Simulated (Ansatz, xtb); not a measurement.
## Two isomers of C4H10B2S

We compare I, `C=CBCBSC`, a singlet, with II, `BSBC1CCC1`, a singlet. Both are isolated molecules in the gas phase, relaxed with B3LYP-D3(BJ)/def2-SVP; the shapes shown needn't be the lowest conformers.

I (Å):

```xyz
17

C    -3.0485    1.5060    1.5020
C    -2.8233    0.7129    0.4370
C    -0.7820   -0.7197    1.5966
C     2.3793    2.1593    2.4030
B    -1.6325   -0.2822    0.3523
B     0.5242    0.1490    1.5708
S     0.8096    1.3355    2.8725
H    -3.8484    2.2552    1.5218
H    -2.4198    1.4558    2.3978
H    -3.4821    0.8418   -0.4319
H    -1.3093   -0.6997   -0.7384
H    -1.3197   -0.6410    2.5537
H    -0.4527   -1.7626    1.4290
H     1.3367    0.0636    0.6824
H     3.1735    1.4159    2.2558
H     2.2448    2.7467    1.4851
H     2.6586    2.8314    3.2254
```

II (Å):

```xyz
17

C     0.9469    0.4863    1.2263
C     0.8578    1.8129    2.0919
C     1.6562    2.5475    0.9890
C     2.0345    1.1842    0.3610
B    -2.7039    0.4931   -1.1327
B    -0.4702    0.2227    0.6435
S    -0.9660    0.9325   -0.9706
H    -3.2657    0.8637   -2.1292
H    -3.2587   -0.1427   -0.2778
H    -1.3022   -0.3823    1.2699
H     1.2897   -0.3835    1.8096
H    -0.1451    2.2049    2.3262
H     1.4102    1.7112    3.0379
H     2.4831    3.1907    1.3262
H     1.0027    3.1405    0.3315
H     1.9328    1.0980   -0.7317
H     3.0493    0.8624    0.6398
```

Quicker runs give these differences E(II) − E(I): GFN2-xTB −1.431 eV; HF/STO-3G −1.176 eV (at GFN2-xTB geometries); r2SCAN-D4/def2-SVP +0.110 eV (at GFN2-xTB geometries).

Problem. Which of the two would you expect CCSD(T)/def2-SVP + ΔMP2/def2-TZVPP electronic energies to favour?

Solution. Not settled: CCSD(T)/def2-SVP + ΔMP2/def2-TZVPP gives E(II) − E(I) = +0.138 eV, but this leans on the basis-set step: CCSD(T) alone gives +0.018 eV.

The same difference at several levels:

| level | geometry | E(II) − E(I) (eV) | departure from the last row (eV) | job, with rough time for the two |
| --- | --- | --- | --- | --- |
| GFN2-xTB | GFN2-xTB | −1.431 | −1.570 | optimisation, 0.52 s |
| HF/STO-3G | GFN2-xTB | −1.176 | −1.314 | single point, 0.44 s |
| r2SCAN-D4/def2-SVP | GFN2-xTB | +0.110 | −0.029 | single point, 4.9 s |
| B3LYP-D3(BJ)/def2-SVP | B3LYP-D3(BJ)/def2-SVP | +0.150 | +0.011 | optimisation, 2.9 min |
| HF/def2-SVP | B3LYP-D3(BJ)/def2-SVP | +0.152 | +0.014 | part of the CCSD(T) run |
| MP2/def2-SVP | B3LYP-D3(BJ)/def2-SVP | −0.084 | −0.222 | part of the CCSD(T) run |
| CCSD(T)/def2-SVP | B3LYP-D3(BJ)/def2-SVP | +0.018 | −0.120 | single point |
| CCSD(T)/def2-SVP + ΔMP2/def2-TZVPP | B3LYP-D3(BJ)/def2-SVP | +0.138 |  | single point, 1.7 min |

As drawn, II has 1 B–S, 4 C–C, 1 B–H in place of 1 C=C, 2 C–B, 1 C–S, 1 C–H. Structure I has no ring, II a 4-membered ring.

GFN2-xTB, HF/STO-3G, MP2/def2-SVP put the two in the other order. CCSD(T)/def2-SVP finds them nearly level. The largest departure from CCSD(T)/def2-SVP + ΔMP2/def2-TZVPP is that of GFN2-xTB, 1.570 eV. A small imaginary or near-zero mode remains, so no thermal terms are given. The last row adds to CCSD(T) the change of the MP2 difference between the two basis sets, here +0.120 eV.

The correlated steps freeze 11 core orbitals. Codes used: Ansatz 0.2.0, xtb 6.7.1; the last row on 4 threads of Arm Neoverse V1 on a shared host.

The better-founded levels place the two isomers close together, with at most a slight electronic preference for the open-chain I. This probably reflects compensation: II exchanges a C=C π bond for C–C σ bonds and gains a second B–S bond, but pays with four-membered-ring strain. It also has two electron-deficient borons competing for π donation from one sulfur, whereas in I the sulfur serves a single boron and the vinyl group can conjugate with the other.

The strong preference for II in HF/STO-3G disappears in HF/def2-SVP, which points mainly to the minimal basis, known to favour small saturated rings over unsaturated isomers, rather than to missing correlation. In def2-SVP, correlation actually shifts the balance towards II, and MP2 overshoots CCSD(T) in that direction. Because enlarging the basis shifts it back towards I, the close agreement of HF/def2-SVP with the composite value is a cancellation of errors, not evidence that correlation is unimportant. A CCSD(T) calculation in the larger basis would test whether the MP2 basis correction is transferable.
